\section*{Working notes: L\"owdin populations of water when the molecule is turned}

The first attempt below is wrong. I keep it to locate the slip.

\subsection*{Conventions}
The basis is a row vector $\chi$ with overlap $S$ and closed-shell density matrix $P=2C_{\rm occ}C_{\rm occ}^\dagger$. Under $\chi'=\chi A$, with $A$ invertible and block diagonal in atoms,
\begin{equation}
S'=A^\dagger SA,\qquad P'=A^{-1}PA^{-\dagger}.
\end{equation}
Mulliken populations are atomic block traces of $PS$, L\"owdin populations those of $L=S^{1/2}PS^{1/2}$. Since $P'S'=A^{-1}PSA$, Mulliken traces survive any such $A$.

6-31G* puts six normalised Cartesian d functions on O and only s functions on H. The factors are $y^2/\sqrt3$ against $yz$, and $\langle yy|zz\rangle=1/3$. Turning the axes by $\phi$ about $x$ ($c=\cos\phi$, $s=\sin\phi$) acts on $(yy,zz,yz)$ as
\begin{equation}
A_d=\begin{pmatrix}c^2&s^2&-\sqrt3cs\\ s^2&c^2&\sqrt3cs\\ 2cs/\sqrt3&-2cs/\sqrt3&c^2-s^2\end{pmatrix},
\qquad (A_dA_d^T)_{yz,yz}=1-\tfrac13\sin^22\phi .
\end{equation}
This is not unitary. The overlap of $(xx,yy,zz)$ has eigenvalues $5/3,2/3,2/3$. Up to a unitary mixing on O, the shell is therefore an orthogonal set with squared norms $5/3$ (s-like), $2/3$ (the two d functions along the axes) and $1$ ($xy,xz,yz$).

\subsection*{Setting and model}
Orientation I has the molecule in the $yz$ plane with $C_2$ along $z$; orientation II is turned by $45^\circ$ about $x$. In molecule-fixed labels the $b_2$ function $d_{yz}$ goes from squared norm $1$ to $\lambda^2=2/3$, and the $a_1$ function $d_{y^2-z^2}$ from $2/3$ to $1$. The $b_1$ and $a_2$ blocks contain no H function.

I have no SCF run, so I model the $b_2$ block with $(p_y,d_{yz},h)$, $h=(h_1-h_2)/\sqrt2$. I leave $h$ unnormalised, because rescaling it would itself be non-unitary. Assumed inputs: $R_{\rm OH}=0.958$~\AA, $\theta=104.5^\circ$, the 6-31G* exponent $\alpha_d=0.8\,a_0^{-2}=2.857$~\AA$^{-2}$, single-Gaussian stand-ins $\alpha_p=2.50$ and $\alpha_h=1.50$~\AA$^{-2}$ for the split-valence shells, and $1b_2$ coefficients $\mathbf c=(0.71,0.05,0.44)^T$. The Gaussian overlap integrals give
\begin{equation}
S_{\rm I}=\begin{pmatrix}1&0&0.512\\0&1&0.320\\0.512&0.320&0.821\end{pmatrix},
\qquad n=\mathbf c^TS_{\rm I}\mathbf c=0.9995,\qquad P=2\mathbf c\mathbf c^T/n .
\end{equation}
The eigenvalues are $0.3001$, $1$, $1.5209$. The spectral square root yields $(S_{\rm I}^{1/2}\mathbf c)_d=0.1093$ and $(S_{\rm I}^{1/2}\mathbf c)_h=0.5828$, so $L_{dd}=0.0239$ and $L_{hh}=0.6797$, the latter shared equally by the two H atoms. Four decimals serve only to form differences. Orientation II is $A=\mathrm{diag}(1,\lambda,1)$.

\subsection*{Wrong attempt}
I let the root transform like $S$:
\begin{equation}
S'^{1/2}=A^\dagger S^{1/2}A\qquad\text{(wrong)}.
\label{slip}
\end{equation}
The inner factors then cancel against those of $P'$:
\begin{equation}
L'=A^\dagger S^{1/2}A\,A^{-1}PA^{-\dagger}A^\dagger S^{1/2}A=A^\dagger LA\qquad\text{(wrong)}.
\end{equation}
On hydrogen $A$ is the identity. The wrong answer is that the L\"owdin population of H is independent of orientation, $L'_{hh}=0.6797$.

\subsection*{Symptom}
$\operatorname{tr}L=\operatorname{tr}PS$ counts electrons and must be $2$ in this block. The attempt gives
\begin{equation}
\operatorname{tr}A^\dagger LA=2+(\lambda^2-1)L_{dd}=1.9920 .
\end{equation}
Oxygen has lost $0.0080$ electrons and no atom has gained them. A second sign needs no molecule. The one-centre overlap obeys $A_d^TS_dA_d=S_d$, so its root keeps the $(yz,yz)$ element $1$, while Eq.~(\ref{slip}) gives $\sqrt{3/2}$ at $45^\circ$.

\subsection*{Faulty line}
It is Eq.~(\ref{slip}). Squaring,
\begin{equation}
(A^\dagger S^{1/2}A)^2=A^\dagger S^{1/2}(AA^\dagger)S^{1/2}A,
\end{equation}
which equals $A^\dagger SA$ if and only if $AA^\dagger=1$. Congruence commutes with the matrix root only when it is also a similarity.

\subsection*{Mended calculation}
The L\"owdin functions $\varphi=\chi S^{-1/2}$ and $\varphi'=\chi AS'^{-1/2}$ are orthonormal bases of one space:
\begin{equation}
\varphi'=\varphi U,\qquad U=S^{1/2}A(A^\dagger SA)^{-1/2},\qquad U^\dagger U=1,\qquad L'=U^\dagger LU .
\end{equation}
The total trace is safe. For unitary $A$ one has $U=A$, block diagonal, and atomic traces are invariant; a common scale factor on all functions cancels as well. Otherwise nothing keeps $U$ block diagonal. For $A=1+\epsilon E$ with Hermitian $E$, first order in $\epsilon$ gives $U=1+\epsilon X$ with
\begin{equation}
X_{ij}=E_{ij}\,\frac{r_i-r_j}{r_i+r_j}
\end{equation}
in the eigenbasis of $S$, where $r_i^2$ are its eigenvalues. These eigenvectors spread over atoms, so $X$ mixes O with H.

In the model, $S_{\rm II}=AS_{\rm I}A$ has eigenvalues $0.2802$, $0.7402$, $1.4673$, and $(S_{\rm II}^{1/2}A^{-1}\mathbf c)_h=0.5848$, so $L'_{hh}=0.6844$. The Mulliken value is $0.6522$ in both orientations.

Invariance returns if each atom is orthogonalised first. Let $B$ be the atom-block-diagonal part of $S$, so $B'=A^\dagger BA$, and set $\tilde\chi=\chi B^{-1/2}$. Then
\begin{equation}
\tilde\chi'=\tilde\chi\tilde A,\qquad \tilde A=B^{1/2}AB'^{-1/2},\qquad \tilde A^\dagger\tilde A=1,
\end{equation}
with $\tilde A$ block diagonal, so the inter-atomic L\"owdin step sees a block-unitary change. In the model this removes $\lambda$, and both orientations give $0.6797$. Pure five-component d shells rotate unitarily from the start.

\subsection*{Size of the error}
Changes of L\"owdin population from I to II in the $b_2$ block, in electrons:
\begin{center}
\begin{tabular}{lccc}
 & both H & O & sum\\
wrong attempt & $0$ & $-0.0080$ & $-0.0080$\\
mended & $0.0047$ & $-0.0047$ & $0$\\
wrong minus mended & $-0.0047$ & $-0.0033$ & $-0.0080$
\end{tabular}
\end{center}
The omitted $a_1$ block is not negligible. The leading shift is the O--H mixing, set by the d--H overlap, times the L\"owdin d amplitude. The overlap of $d_{y^2-z^2}$ with $(h_1+h_2)/\sqrt2$ is smaller than $S_{dh}$ by $|\cot\theta|=0.26$. For a comparable d amplitude it adds about $0.001$ electron, of a sign I have not determined. Nearly half of the amplitude $0.1093$ is the assumed coefficient $0.05$, and the effect of the single-Gaussian stand-ins is untested. One figure is all this supports. The model's orientation dependence, which the slip sets to zero on hydrogen, is about $0.005$ electron moved from O to the two H atoms, $0.002$ each. For the full 6-31G* basis I read this as an order of magnitude only.